**Q:** I have a tungsten crystal in an fcc cell that starts out stretched, so it pulls inwards on all sides. I held the sides fixed and squeezed it along z, which ought to relieve the pull along z. Instead the pull went up. Have I mixed up a sign?

Fcc tungsten (a = 4.060 Å, 16.73 Å³ per atom, not relaxed at this level) strained along z with the sides fixed, computed with Ansatz 0.2.0 (plane-wave PAW, r2SCAN, scalar-relativistic, no spin polarisation). The cutoff is 500 eV, the k mesh 20×20×20 and the Gaussian smearing 0.15 eV. Free energies are relative to the unstrained cell; pressure is positive in compression.

| strain | energy change (meV/atom) | tensile stress along pattern (GPa) | pressure (GPa) |
| --- | --- | --- | --- |
| -0.04 | ? | ? | ? |
| -0.03 | ? | ? | ? |
| -0.02 | -19.4 | 9.55 | -3.32 |
| 0 | 0.0 | 8.84 | -8.84 |
| 0.01 | 9.0 | 8.51 | -11.40 |
| 0.03 | 27.4 | 9.49 | -16.20 |
| 0.04 | 37.9 | 10.64 | -18.41 |

**A:** The sign is right. The strain is the relative change of the cell's height. The tensile stress along pattern is the pull along z; call it $\sigma_z$. It rises from 8.84 GPa in the starting cell to 9.55 GPa at strain −0.02, although the crystal is now shorter.

**Q:** But the pressure behaves as I expected. It moves steadily towards zero as I squeeze.

**A:** That contrast is the key. The pressure $P$ counts compression as positive, so $-P$ is the average pull over the three axes. The pull along z is this average plus a part that depends on the shape of the cell:

$$\sigma_z=-P+S,\qquad S=\tfrac{2}{3}(\sigma_z-\sigma_x),$$

where $\sigma_x$ is the sideways pull. In the starting cell the three axes are equivalent, so $S$ is zero. A small strain along z makes the cell tetragonal and lets $S$ appear.

**Q:** What do the two parts do when I squeeze to −0.02?

**A:** The average pull drops by 5.5 GPa, as it should in a crystal that resists a change of volume. Over the same step $S$ grows from zero to 6.2 GPa. The second change is slightly larger, so the pull along z goes up. What you saw is the small difference between two large and opposite effects.

**Q:** Why does $S$ have that sign? A block of steel pushes back when I flatten it.

**A:** A stable cubic crystal resists a change of shape, so flattening it makes $S$ negative. Here the crystal helps the distortion along. An fcc lattice can also be read as a body-centred tetragonal one with a height-to-width ratio of $\sqrt2$, and squeezing along z moves this ratio towards 1, which is bcc. Tungsten prefers bcc, and standard theory traces this to its roughly half-filled d band: at that filling the bcc arrangement places more of the occupied states at low energy. That preference alone would not make the fcc cell unstable, since a barrier could lie on the way to bcc. The positive $S$ on squeezing shows that there is none at the start of the path. In the undistorted cell, symmetry alone keeps $S$ at zero.

**Q:** Can I tell from elastic constants whether another crystal would do the same?

**A:** Yes. The slope of $\sigma_z$ with strain is the bulk stiffness plus two thirds of $C_{11}-C_{12}$, the stiffness against tetragonal distortion. From 0 to 0.01 the pressure changes by 2.56 GPa, which makes the first term 256 GPa. The second stiffness is −434 GPa, so the slope is $256-\tfrac23\times434\approx-33$ GPa. The odd behaviour therefore needs more than an unstable shape: $C_{11}-C_{12}$ must be negative and, in size, exceed one and a half times the bulk stiffness. These slopes belong to the stretched cell and would differ in a relaxed one.

**Q:** Then the pull should keep rising at −0.03 and −0.04. A straight line through the rows at 0 and −0.02 gives 9.9 and 10.3 GPa.

**A:** I expect it to level off and then sag slightly. When the height-to-width ratio reaches 1 the cell is cubic again, as bcc, and $S$ must be back at zero. It cannot grow at the same rate all the way. Meanwhile the average pull falls a little faster with each step, because the crystal stiffens as it is compressed. Symmetry does not tell us where the balance tips, since bcc lies far away, near a strain of −0.29. For that I need a fit to the known rows.

**Q:** What would you fit?

**A:** A parabola for the pressure, and for the shape part a curve that starts at zero and stays bounded. With $x$ the strain in per cent, the fit to the known rows gives, in GPa,

$$S=-11.56\,\sin(0.256x)+4.45\,[1-\cos(0.256x)].$$

The three constants can trade against one another, so I read no physics into them. At $x=-3$ the two terms are 8.0 and 1.3, which makes $S$ about 9.3 GPa. The pressure parabola gives −0.4 GPa, so the pull along z should be $9.3+0.4=9.7$ GPa.

**Q:** Does that also settle the energy?

**A:** It does, because the sides are fixed and only the pull along z does work. The energy change is the volume of the starting cell times $\sigma_z$ times the change of strain. Between −0.02 and −0.03 the pull averages about 9.6 GPa, and 1 eV/Å³ is about 160 GPa, so the energy drops by $16.73\times0.01\times9.6/160$ eV, or 10 meV. Added to the −19.4 meV already reached, this gives −29.4 meV per atom.

**Q:** How far do you trust these numbers?

**A:** The pressure is smooth and should extrapolate well. The shape part is the weak point: if one known row is left out of its fit, the fit typically misses that row by about 0.6 GPa. The ranges below are my judgement, and they widen with distance from the known rows.

| Strain | Pull along z (GPa) | Pressure (GPa) | Energy change (meV/atom) |
|---|---|---|---|
| −0.03 | 9.7 ± 0.5 | −0.4 ± 0.3 | −29.4 ± 0.4 |
| −0.04 | 9.4 ± 1.2 | +2.7 ± 0.6 | −39.4 ± 1.2 |

Your straight line also fits inside the ranges for the pull. I hold levelling off to be the likelier course, not the only possible one.

**Q:** Let us see the computed rows.

The withheld rows as computed:

| strain | energy change (meV/atom) | tensile stress along pattern (GPa) | pressure (GPa) |
| --- | --- | --- | --- |
| -0.04 | -38.7 | 8.62 | 2.83 |
| -0.03 | -29.3 | 9.32 | -0.33 |

**A:** All six values fall within their ranges, and the pull has stopped rising. But it turned sooner than I forecast. I had it slightly higher at −0.03 than at −0.02, whereas it is already lower there, and by −0.04 it has sagged to 8.6 GPa. My forecasts for the pull were too high by 4 % and 8 % of the computed values.

**Q:** Which of the two parts let you down?

**A:** Mostly the shape part. At −0.04 it accounts for 0.57 GPa of the 0.73 GPa error; the rest comes from the pressure, which rose a little faster than its parabola. The energy inherits the same error. Because I made the pull too strong, I let the energy fall too far, by 0.7 meV at −0.04.

**Q:** Was the mechanism wrong, then, or only the curve?

**A:** The computed rows support the mechanism. Between −0.02 and −0.03 the shape part gains 2.8 GPa while the average pull loses 3.0 GPa, so the balance has tipped. In the next step the gain shrinks and the loss grows. My curve had the right trend, but it slowed the growth of the shape part too late.

**Q:** Was there a clue in the known rows?

**A:** There was a faint one in the energy. Dividing the energy difference between −0.02 and 0 by volume and strain gives an average pull of 9.29 GPa, while the two end values average 9.20 GPa. The stress curve must therefore bulge upwards in between. A parabola with that bulge gives 9.5 and 9.1 GPa for the two new rows, closer than my forecast.

**Q:** Why not forecast with that parabola?

**A:** It rests on a difference of only 0.09 GPa. Rounding the energy to 0.1 meV can by itself move the parabola by 0.3 GPa at −0.04, which is more than its lead over my forecast there. The k mesh was not varied either. It also fails badly on the other side: at strain 0.04 it gives 4.0 GPa, where the calculation has 10.64 GPa. There the shape part levels off as the cell is stretched, and the average pull wins again. The printed analysis below compares all three forecasts row by row.

**Q:** One thing still bothers me. At −0.03 the pressure is almost zero. Could I take that cell as the relaxed one?

**A:** No, and this is the trap in the series. At −0.03 the crystal still pulls inwards along z with 9.3 GPa, while it pushes outwards along each of the two sides with 4.2 GPa. The pressure is small only because these stresses nearly cancel in the average. Before you call a strained cell relaxed, check each stress component, not just the pressure.

Printed output of the fit:

```
fit of pressure on 5 rows: constant -8.833 +/- 0.0052, coefficient of pc -2.635 +/- 0.0026, coefficient of pc**2 0.06022 +/- 0.00093; rms 0.00503, worst 0.01 -0.00801, leave-one-out rms 0.016
  rows outside the fit (model, value, miss): -0.04 2.672, 2.83, -0.158; -0.03 -0.3848, -0.33, -0.0548
fit of shape on 5 rows: coefficient of sin(s*pc) -11.56 +/- 0.12, coefficient of (1 - cos(s*pc)) 4.452 +/- 0.26, s 0.2562; rms 0.0596, worst 0.01 0.106, leave-one-out rms 0.581
  rows outside the fit (model, value, miss): -0.04 12.02, 11.45, 0.569; -0.03 9.287, 8.99, 0.297
Stresses in GPa (both rivals are meant for squeezing only):
    row  'change of mean tension'  'shape part'  'sideways tension'  'axial forecast'  'forecast less computed'  'rival: straight line'  'rival: energy parabola'
  -0.04                    -11.67         11.45              -8.555             9.347                    0.7268                   10.26                     9.133
  -0.03                     -8.51          8.99              -4.165             9.672                    0.3517                   9.905                     9.482
  -0.02                     -5.52          6.23               0.205              9.56                   0.01031                    9.55                      9.55
    0.0                         0             0                8.84             8.833                 -0.007143                    8.84                      8.84
   0.01                      2.56         -2.89               12.85             8.624                    0.1142                   8.485                     8.062
   0.03                      7.36         -6.71               19.55             9.414                  -0.07588                   7.775                     5.662
   0.04                      9.57         -7.77                22.3             10.67                   0.03386                    7.42                      4.04
Mean axial tension between -0.02 and 0 from the energy difference, GPa: 9.289
Average of the two computed end stresses, GPa: 9.195
Effect of 0.05 meV rounding on the energy parabola at -0.04, GPa: 0.2873
Slope of axial tension with strain from 0 to 0.01, GPa: -33
Slope of axial less sideways tension from 0 to 0.01 (C11-C12), GPa: -433.5
The same slope from -0.02 to 0, GPa: -467.2
Bulk stiffness from the pressures at -0.02 and 0.01, GPa: 269.3
Energy forecast at -0.03, meV/atom: -29.44
Energy forecast less computed at -0.03, meV/atom: -0.1362
Energy forecast at -0.04, meV/atom: -39.37
Energy forecast less computed at -0.04, meV/atom: -0.6663
```
